Dear colleague,

Below the Morin transition a single antiferromagnetic domain of $\alpha$-Fe$_2$O$_3$ acquires a magnetisation linear in stress and a strain linear in field. Both effects are governed by two coefficients whose sign tells you which domain you have. I derive the tensor from symmetry, the converse effect from thermodynamics, and the size from a spin-tilt model.

\section*{1. Premises and conventions}

(a) The crystal is homogeneous, in equilibrium at temperature $T$, and in one domain; strains are small. (b) The variables are the symmetric stress $\sigma_{jk}$, positive in tension, and the internal field $H_i$; $M_i$ is the moment per unstrained volume. (c) The Gibbs energy density is analytic near $\sigma=H=0$ and invariant under the magnetic point group of the domain (Neumann's principle). (d) Hematite has space group $R\bar3c$. Below $T_{\rm M}$, typically about 260 K, the spins are collinear along the threefold axis, parallel on Fe ions related by inversion and antiparallel on Fe ions related by a twofold axis, and the magnetic cell is the chemical cell.

I take $z$ along the threefold axis, $x$ along a twofold axis (a hexagonal $a$ axis), and $y$ completing a right-handed set. Voigt indices $J=1,\dots,6$ stand for $xx,yy,zz,yz,xz,xy$. Stresses carry no factor, $\sigma_4=\sigma_{yz}$, while shear strains are doubled, $\varepsilon_4=2\varepsilon_{yz}$, so that $\varepsilon_{jk}\sigma_{jk}=\varepsilon_J\sigma_J$ with repeated indices summed.

\section*{2. Thermodynamics and the Maxwell relation}

With the vacuum field energy left out, the internal energy density obeys $dU=T\,dS+\sigma_{jk}\,d\varepsilon_{jk}+\mu_0H_i\,dM_i$. The Legendre transform $G=U-TS-\sigma_{jk}\varepsilon_{jk}-\mu_0H_iM_i$ gives
\begin{equation}
dG=-S\,dT-\varepsilon_{jk}\,d\sigma_{jk}-\mu_0M_i\,dH_i .
\label{dG}
\end{equation}
Measure strain from the state at $\sigma=H=0$, which has no spontaneous magnetisation. To second order,
\begin{equation}
G=G_0-\tfrac12 s_{jkmn}\sigma_{jk}\sigma_{mn}-\tfrac12\mu_0\chi_{ip}H_iH_p-\mu_0\Lambda_{ijk}H_i\sigma_{jk},
\label{G2}
\end{equation}
where $\Lambda_{ijk}=\Lambda_{ikj}$ because only the symmetric part multiplies $\sigma_{jk}$. Differentiating according to \eqref{dG},
\begin{align}
M_i&=\chi_{ip}H_p+\Lambda_{ijk}\sigma_{jk},\label{Mi}\\
\varepsilon_{jk}&=s_{jkmn}\sigma_{mn}+\mu_0\Lambda_{ijk}H_i .\label{eps}
\end{align}
The same tensor occurs twice because the mixed second derivatives of $G$ are equal: $\partial\varepsilon_{jk}/\partial H_i=\mu_0\,\partial M_i/\partial\sigma_{jk}$. Note the factor $\mu_0$. The unit of $\Lambda$ is A\,m$^{-1}$\,Pa$^{-1}$ = T$^{-1}$, so $\Lambda$ is also the strain per tesla of $B_i\equiv\mu_0H_i$, a shorthand I use throughout.

A shear pair such as $yz,zy$ occurs twice in the sum, so define $\Lambda_{iJ}=\Lambda_{ijk}$ for $J\le3$ and $\Lambda_{iJ}=2\Lambda_{ijk}$ for $J\ge4$. The cross terms then read
\begin{equation}
M_i=\Lambda_{iJ}\sigma_J,\qquad \varepsilon_J=\Lambda_{iJ}B_i .
\label{voigt}
\end{equation}

\section*{3. Transformation law, domains and allowed classes}

Let an operation have orthogonal matrix $R$ and $\theta=+1$, or $\theta=-1$ if it includes time reversal $1'$. Stress is polar and time-even, $\sigma'_{jk}=R_{jm}R_{kn}\sigma_{mn}$. The field is axial and time-odd, $H'_i=\theta\,(\det R)R_{ip}H_p$. Invariance of the last term of \eqref{G2} for all $H$ and $\sigma$ requires
\begin{equation}
\Lambda_{ijk}=\theta\,(\det R)\,R_{ip}R_{jm}R_{kn}\Lambda_{pmn}.
\label{law}
\end{equation}
Write $R=(\det R)P$ with $P$ a proper rotation. The four factors $\det R$ multiply to unity, and \eqref{law} becomes $\Lambda=\theta PPP\Lambda=(\theta P)(\theta P)(\theta P)\Lambda$, since $\theta^3=\theta$. This is the law of a polar third-rank tensor under the matrices $\theta P$. Hence the rule: remove the inversion from every operation, replace each prime by an inversion, and $\Lambda_{iJ}$ has the form of the piezoelectric matrix of the resulting \emph{effective group}.

The number of independent coefficients is the number of invariants in the product of the vector representation with its symmetric square,
\begin{equation}
n=\frac1{N}\sum_g \theta_g\,\mathrm{tr}P_g\;\tfrac12\left[(\mathrm{tr}P_g)^2+\mathrm{tr}P_g^2\right],
\label{count}
\end{equation}
with $N$ the order of the group. The summand for $\theta=+1$ is 18 for the identity, $-2$ for a twofold rotation, and 0 for threefold and fourfold rotations.

A piezoelectric tensor vanishes when the group contains the inversion, and otherwise only in 432, which has nine twofold rotations, so that $18-2\times9=0$. The effective group contains the inversion when some operation has $P=1$ and $\theta=-1$, that is $1'$ or $\bar1'$. The 32 grey groups contain $1'$. A black-and-white group contains $\bar1'$ when its parent is centrosymmetric and its unprimed subgroup of index two is not; the parents $\bar1$, $2/m$, $mmm$, $4/m$, $4/mmm$, $\bar3$, $\bar3m$, $6/m$, $6/mmm$, $m\bar3$, $m\bar3m$ have $1,2,2,2,3,1,2,2,3,1,2$ inequivalent subgroups of this kind, 21 in all. The effective group is 432 for the three unprimed groups $432$, $\bar43m$ and $m\bar3m$. Of the 122 magnetic point groups, $122-32-21-3=66$ allow piezomagnetism.

Time reversal is not a symmetry of a domain in these classes. It turns the domain $s=+1$ into the domain $s=-1$ with all spins reversed, so $G_{-s}(\sigma,H)=G_s(\sigma,-H)$. Comparing terms in \eqref{G2}, compliance and susceptibility are common to both domains, and
\begin{equation}
\Lambda_{ijk}(-s)=-\Lambda_{ijk}(s).
\label{domain}
\end{equation}

\section*{4. The tensor of hematite}

Apply the generators of $R\bar3c$ to the spin pattern (d). The threefold rotation keeps each spin along $z$ and maps each sublattice on itself. Inversion leaves axial vectors unchanged and connects parallel spins. The twofold rotation about $x$ reverses a spin along $z$ and carries it to a site of opposite spin. All three preserve the pattern without time reversal, so the magnetic point group is the unprimed $\bar3m$ and the effective group is 32. Equation \eqref{count} over 32 gives $n=(18-2\times3)/6=2$. In Cr$_2$O$_3$, with the same structure, inversion connects antiparallel spins; the group $\bar3'm'$ contains $\bar1'$ and piezomagnetism is forbidden.

To find the form, use the combinations
\begin{equation}
M_+=M_x+iM_y,\qquad \tau=\sigma_5+i\sigma_4,\qquad \eta=\sigma_1-\sigma_2+2i\sigma_6 .
\end{equation}
They transform as $x+iy$, $(x+iy)z$ and $(x+iy)^2$. A rotation by $2\pi/3$ multiplies $M_+$ and $\tau$ by $\omega=e^{2\pi i/3}$ and $\eta$ by $\omega^2$, and leaves $M_z$, $\sigma_3$ and $\sigma_1+\sigma_2$ unchanged. Since $\omega^3=1$, $\eta^*$ is multiplied by $\omega$ and $\tau^*$ by $\omega^2$. Matching factors on both sides of a linear relation leaves
\begin{equation}
M_+=A\tau+C\eta^*,\qquad M_z=u(\sigma_1+\sigma_2)+v\sigma_3,
\end{equation}
with $A,C$ complex and $u,v$ real. The twofold rotation $(x,y,z)\to(x,-y,-z)$ sends $M_+\to M_+^*$, $\tau\to-\tau^*$, $\eta^*\to\eta$ and $M_z\to-M_z$. The second relation changes sign on the left only, so $u=v=0$. The first becomes $M_+^*=-A\tau^*+C\eta$, to be compared with its complex conjugate $M_+^*=A^*\tau^*+C^*\eta$; thus $A$ is imaginary and $C$ real. Setting $A=-i\Lambda_{14}$ and $C=\Lambda_{11}$ and separating real and imaginary parts,
\begin{equation}
\begin{aligned}
M_x&=\Lambda_{11}(\sigma_1-\sigma_2)+\Lambda_{14}\sigma_4,\\
M_y&=-\Lambda_{14}\sigma_5-2\Lambda_{11}\sigma_6,\\
M_z&=0 .
\end{aligned}
\label{hem}
\end{equation}
In tensor components, $\Lambda_{xxx}=-\Lambda_{xyy}=-\Lambda_{yxy}=\Lambda_{11}$ and $\Lambda_{xyz}=-\Lambda_{yxz}=\Lambda_{14}/2$. Reading the same matrix by columns, as \eqref{voigt} prescribes, gives the linear magnetostriction of the free crystal:
\begin{equation}
\varepsilon_1=-\varepsilon_2=\Lambda_{11}B_x,\quad \varepsilon_3=0,\quad
\varepsilon_4=\Lambda_{14}B_x,\quad \varepsilon_5=-\Lambda_{14}B_y,\quad \varepsilon_6=-2\Lambda_{11}B_y .
\label{lms}
\end{equation}
A field along $z$ produces no linear strain, the volume does not change, and hydrostatic pressure produces no moment. Isothermal and adiabatic coefficients coincide, because their difference is proportional to $\partial M_i/\partial T$ at $\sigma=H=0$, which is zero.

For planning cuts, take a uniaxial stress $\sigma_{jk}=\sigma n_jn_k$ with polar angle $\vartheta$ from $z$ and azimuth $\varphi$ from $x$. In $\mathbf M\cdot\mathbf n$ the two $\Lambda_{14}$ terms are $n_xn_yn_z-n_yn_xn_z=0$, and the rest is $n_x^3-3n_xn_y^2$:
\begin{equation}
\mathbf M\cdot\mathbf n=\Lambda_{11}\sigma\sin^3\!\vartheta\cos3\varphi .
\label{long}
\end{equation}
By the Maxwell relation the strain along a field $B\mathbf n$ is $\Lambda_{11}B\sin^3\!\vartheta\cos3\varphi$. Longitudinal geometries therefore see $\Lambda_{11}$ alone. For $\Lambda_{14}$ load along $(0,1,\pm1)/\sqrt2$, where $\sigma_2=\sigma_3=\sigma/2$ and $\sigma_4=\pm\sigma/2$, and detect $M_x=(\pm\Lambda_{14}-\Lambda_{11})\sigma/2$.

The form often quoted for rutile fluorides such as MnF$_2$ is different. There the twofold axes along $x=[100]$, $y=[010]$ and $z$ are unprimed and the fourfold axis is primed: $4'/mmm'$, with effective group $\bar42m$. The three twofold rotations allow only components containing each of $x,y,z$ once, so $G$ contains $H_x\sigma_4$, $H_y\sigma_5$ and $H_z\sigma_6$. The fourfold rotation sends $H_x\sigma_4\to-H_y\sigma_5$ and $H_z\sigma_6\to-H_z\sigma_6$, and the prime reverses both signs. Hence
\begin{equation}
M_x=\Lambda_{14}\sigma_4,\qquad M_y=\Lambda_{14}\sigma_5,\qquad M_z=\Lambda_{36}\sigma_6 .
\end{equation}
In axes turned by $45^\circ$ about $z$, where the symbol reads $4'/mm'm$, the same tensor is $M_{x'}=\Lambda_{14}\sigma_{x'z}$, $M_{y'}=-\Lambda_{14}\sigma_{y'z}$, $M_z=\tfrac12\Lambda_{36}(\sigma_{x'x'}-\sigma_{y'y'})$.

\section*{5. A model for the two coefficients}

Symmetry fixes no magnitudes. Let $\mathbf l$ be the unit N\'eel vector, along the difference of the sublattice magnetisations, with $l_z=s=\pm1$ in the ground state. Well below $T_{\rm M}$ I neglect the susceptibility parallel to $\mathbf l$ and impose $\mathbf M\cdot\mathbf l=0$. The twofold rotation exchanges the sublattices, which gives $\mathbf l$ an extra sign: $(l_x,l_y,l_z)\to(-l_x,l_y,l_z)$, while $(M_x,M_y,M_z)\to(M_x,-M_y,-M_z)$. The combination $M_xl_y-M_yl_x=\mathbf M\cdot(\mathbf l\times\hat{\mathbf z})$ is then invariant; this is the Dzyaloshinskii--Moriya term. With $l_\perp^2=l_x^2+l_y^2$,
\begin{equation}
G=\frac{\mu_0M^2}{2\chi}-\mu_0\mathbf M\cdot\left(\mathbf H+H_{\rm D}\,\mathbf l\times\hat{\mathbf z}\right)+K_0l_\perp^2+G_{\rm me}.
\label{model}
\end{equation}
Here $\chi$ is the exchange-limited perpendicular susceptibility, the sublattices are labelled so that $H_{\rm D}>0$, and the purely elastic term is omitted as independent of $\mathbf M$ and $\mathbf l$.

In products $l_jl_k$ the extra sign cancels, so they transform like $\sigma_{jk}$. The terms linear in stress and in $l_+=l_x+il_y$ must carry $l_z$, and $l_zl_+$ transforms like $\tau$. Invariance under the threefold axis allows $\eta\,l_zl_+$ and $\tau^*l_zl_+$ with complex coefficients. The twofold axis sends the first to minus its conjugate and the second to its conjugate, which selects the imaginary part of the first and the real part of the second:
\begin{equation}
G_{\rm me}=-b_1l_z\left[(\sigma_1-\sigma_2)l_y+2\sigma_6l_x\right]-b_4l_z\left[\sigma_4l_y+\sigma_5l_x\right].
\label{me}
\end{equation}
The dimensionless $b_1,b_4$ are magnetostrictive strains, for instance $\varepsilon_4=-\partial G/\partial\sigma_4=b_4l_yl_z$.

Minimise \eqref{model} over $\mathbf M\perp\mathbf l$. The gradient $\mu_0(\mathbf M/\chi-\mathbf H-H_{\rm D}\mathbf l\times\hat{\mathbf z})$ must be parallel to $\mathbf l$, and $\mathbf l\times\hat{\mathbf z}$ is already perpendicular to $\mathbf l$, so
\begin{equation}
\mathbf M=\chi\left[\mathbf H-(\mathbf H\cdot\mathbf l)\mathbf l\right]+M_{\rm D}\,\mathbf l\times\hat{\mathbf z},\qquad M_{\rm D}=\chi H_{\rm D}.
\label{Mmin}
\end{equation}
$M_{\rm D}$ is the weak moment that appears when $\mathbf l$ lies in the basal plane. At the minimum the first two terms of \eqref{model} equal $-\mu_0M^2/2\chi$. Expanding the square, with $|\mathbf l\times\hat{\mathbf z}|^2=l_\perp^2$,
\begin{equation}
G=Kl_\perp^2-\mu_0M_{\rm D}(H_xl_y-H_yl_x)-\tfrac12\mu_0\chi\left[H^2-(\mathbf H\cdot\mathbf l)^2\right]+G_{\rm me},
\label{red}
\end{equation}
where $K=K_0-\tfrac12\mu_0\chi H_{\rm D}^2>0$ in the easy-axis phase, at constant stress.

Count $H$, $\sigma$ and $l_\perp$ as first-order small. In $(\mathbf H\cdot\mathbf l)^2$ the dependence on $l_x,l_y$ begins at third order and is dropped, and $l_z=s$ in \eqref{me}. With
\begin{equation}
f_x=2b_1\sigma_6+b_4\sigma_5,\qquad f_y=b_1(\sigma_1-\sigma_2)+b_4\sigma_4,
\end{equation}
the $\mathbf l$-dependent part is $Kl_\perp^2-l_x(sf_x-M_{\rm D}B_y)-l_y(sf_y+M_{\rm D}B_x)$, which is minimal at
\begin{equation}
l_x=\frac{sf_x-M_{\rm D}B_y}{2K},\qquad l_y=\frac{sf_y+M_{\rm D}B_x}{2K},
\label{tilt}
\end{equation}
with the value $-K(l_x^2+l_y^2)$. Its cross term is $-(sM_{\rm D}/2K)(B_xf_y-B_yf_x)$. Comparison with $-\Lambda_{iJ}B_i\sigma_J$ reproduces the pattern \eqref{hem} and gives
\begin{equation}
\Lambda_{11}=\frac{sM_{\rm D}b_1}{2K},\qquad \Lambda_{14}=\frac{sM_{\rm D}b_4}{2K}.
\label{result}
\end{equation}
The reading is simple. Stress tilts $\mathbf l$ by $sf/2K$ and the tilt releases a part of the weak moment, $M_x=M_{\rm D}l_y$. Conversely a field tilts $\mathbf l$ by $M_{\rm D}B/2K$, in the same sense in both domains, and the strain $b\,l_yl_z$ takes the sign of $l_z$.

Two relations give access to $K$. The $B_x^2$ term of the minimum value, $-M_{\rm D}^2B_x^2/4K$, adds to the susceptibility:
\begin{equation}
\chi_{xx}=\chi+\frac{\mu_0M_{\rm D}^2}{2K}.
\label{chi}
\end{equation}
For $\mathbf H\parallel z$ and no stress, \eqref{red} is $(K-\chi B^2/2\mu_0)\,l_\perp^2$, so the spins flop at $B_{\rm sf}$ with
\begin{equation}
K=\frac{\chi B_{\rm sf}^2}{2\mu_0}.
\label{flop}
\end{equation}

\section*{6. Range of validity}

Equations \eqref{hem}--\eqref{long} rest only on premises (a)--(d). They hold for $T<T_{\rm M}$, to first order in $\sigma$ and $H$, within one domain. If the domains $s=\pm1$ fill volume fractions $p$ and $1-p$ and their walls stay pinned, \eqref{domain} multiplies the signal by $2p-1$; an equal mixture shows nothing. Field and stress applied together split the domain energies by $2|\Lambda_{iJ}B_i\sigma_J|$, which offers a way to bias the domain population on cooling through $T_{\rm M}$. Above $T_{\rm M}$ the symmetry is lower, there is a spontaneous moment, and \eqref{hem} no longer applies.

The model result \eqref{result} needs in addition small tilts, $|b\sigma|\ll K$ and $B_\perp\ll2K/M_{\rm D}$. An axial field replaces $K$ by $K(1-B_z^2/B_{\rm sf}^2)$, so $B_z\ll B_{\rm sf}$. The omitted terms are these. (i) Terms of the form $b'\sigma l_\perp^2$ shift $K$ by a fraction $b'\sigma/K$ and give a strain $b'l_\perp^2$ even in $B$ and common to both domains; reversing the field removes it. (ii) The replacement $l_z=s$ overstates the odd strain by the fraction $l_\perp^2/2$. (iii) A direct term such as $M_xl_z\sigma_4$, for example a strain-induced tilt of the Dzyaloshinskii--Moriya vector by the angle $\gamma\varepsilon_4$, contributes $\Lambda^{\rm dir}\approx\gamma M_{\rm D}/c_{44}$ without the enhancement $1/K$. (iv) With a quartic anisotropy $K_2l_\perp^4$, $K_2<0$, the flop is of first order and \eqref{flop} yields $K+K_2$, whereas \eqref{result} and \eqref{chi} contain the curvature $K$. The Morin point is then $K+K_2=0$ with $K=|K_2|$ finite: $\Lambda$ grows as $K(T)$ falls on warming but does not diverge. Equation \eqref{chi} is therefore the better route to $K$. (v) The internal field differs from the applied one by a fraction at most $\chi_{xx}$.

\section*{7. Numerical illustration}

As approximate typical inputs well below $T_{\rm M}$ take $\chi=1.3\times10^{-3}$, $M_{\rm D}=2.1$ kA/m, $B_{\rm sf}=6.5$ T and $c_{44}=85$ GPa, and set $K_2=0$. For the magnetoelastic constants I assume $b_1=b_4=b'=4\times10^{-5}$, with the positive sign arbitrary. Equation \eqref{flop} gives $K=2.2\times10^4$ J/m$^3$. The tilt per field is $M_{\rm D}/2K=0.048$ T$^{-1}$, so the linear range lies well below $2K/M_{\rm D}=21$ T and $K/b_1=0.5$ GPa. The excess in \eqref{chi} is $1.3\times10^{-4}$, and $\chi_{xx}=1.4\times10^{-3}$. From \eqref{result},
\begin{equation}
\Lambda_{11}=\Lambda_{14}=1.9\times10^{-6}\,s\ \mathrm{T^{-1}} .
\end{equation}

Compress the domain $s=+1$ along $x$ with $\sigma_1=-20$ MPa. The tilt is $l_y=-0.018$ and the moment is $M_x=-38$ A/m, which equals in size the moment induced through $\chi_{xx}$ by 34 mT. Conversely, at zero stress $B_x=1$ T gives $l_y=0.048$ and $\varepsilon_1=-\varepsilon_2=\varepsilon_4=1.9\times10^{-6}$; a crystal 5 mm long along $x$ lengthens by about 10 nm, and shortens by as much when the field or the domain is reversed. With both loads applied the domains differ in energy by 0.08 kJ/m$^3$.

The corrections are modest. The stress shifts $K$ by a fraction 0.04. The even strain at 1 T is $9\times10^{-8}$, a fraction 0.05 of the linear one, and correction (ii) is 0.001. The direct term is $2.5\times10^{-8}\gamma$ T$^{-1}$, a fraction $0.013\gamma$, which would reach 0.13 for $\gamma=10$; the second figure of $\Lambda$ is uncertain on this ground alone. These numbers are the model's, not hematite's. The constants $b_1$ and $b_4$ were chosen so that $\Lambda$ falls in the range typical of this crystal at low temperature, roughly $(1$--$3)\times10^{-6}$ T$^{-1}$, so the magnitude tests nothing. What your data can test is the $\cos3\varphi$ law, the absence of $M_z$ and $\varepsilon_3$, the sign reversal between domains, the equality of the direct and converse coefficients, and the model's prediction that $\Lambda$ follows $(\chi_{xx}-\chi)\,b/\mu_0M_{\rm D}$ as the temperature changes.